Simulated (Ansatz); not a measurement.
PbS2: the change of energy above lowest point with volume scale

All results are calculated (Ansatz 0.2.0). Free energy against uniform scaling of the volume at fixed shape and fractions; periodic cell, basis, potentials, k mesh and filling as listed.

The cell before it is scaled or strained (space group I4/mcm, No. 140):
```
cell vectors (Å)
  -3.0750     3.0750     3.7766
   3.0750    -3.0750     3.7766
   3.0750     3.0750    -3.7766
atoms (fractions of the cell vectors)
Pb  0.75000  0.75000  0.00000
Pb  0.25000  0.25000  0.00000
S   0.11903  0.61903  0.73806
S   0.88097  0.38097  0.26194
S   0.61903  0.88097  0.50000
S   0.38097  0.11903  0.50000
```

Settings of every row: functional LDA; dispersion none; potentials PAW; wave cutoff 500 eV; density cutoff 2000 eV; k mesh 6x6x6; k shift 0x0x0; occupations fermi dirac; smearing width 0.1 eV; spin none.

Limits: coarse k mesh, up to 40 meV an atom off; no spin-orbit coupling, which can matter with elements this heavy; the cell comes from a prototype or a list of computed structures and needn't be the stable phase.

| row | volume scale | V (Å³/atom) | energy above lowest point (meV/atom) |
| --- | --- | --- | --- |
| 1 | 0.88 | 20.95 | 26.5 |
| 2 | 0.92 | 21.902 | 2.7 |
| 3 | 0.96 | 22.854 | 0 |
| 4 | 1 | 23.807 | ? |
| 5 | 1.04 | 24.759 | 41.4 |
| 6 | 1.08 | 25.711 | 79.2 |
| 7 | 1.12 | 26.664 | 125.4 |

Question: what energy above lowest point should row 4 give?

Worked fit of energy above lowest point. Take u = (V_r/V)^(2/3) − 1 with V_r = 23.806 Å³ an atom, which is twice the finite (Eulerian) strain; such expansions in the strain, on which the Birch-Murnaghan equation of state is built, carry the rest volume and the bulk modulus. The shown rows have u = 0.08893, 0.05715, 0.02758, -0.02583, -0.05003, -0.0728. Least squares give energy above lowest point = 14.05 − 794.6 × u + 10282 × u² + 2561 × u³ meV/atom; a parabola predicts inner rows, each left out in turn, worse (root mean square 0.47 against 0.023 meV/atom). All shown rows lie on it to the printed digit. Its lowest point lies at u = 0.0381, or V = 22.51 Å³ an atom, and the curvature there gives the bulk modulus at fixed shape and fractions, B = (4/9)(1 + u)² E″(u)/V = 72.1 GPa. Letting shape and atoms relax would as a rule lower it, by much in layered, chain or molecular crystals. The withheld row has u = -3e-05, so the fit gives 14.05 − 794.6 × (-3e-05) + 10282 × (-3e-05)² + 2561 × (-3e-05)³ = 14.1 meV/atom.

The calculation gave 14 meV/atom. The fit lies 0.1 meV/atom (0.08 % of the column's range) above it, one unit of the last digit.
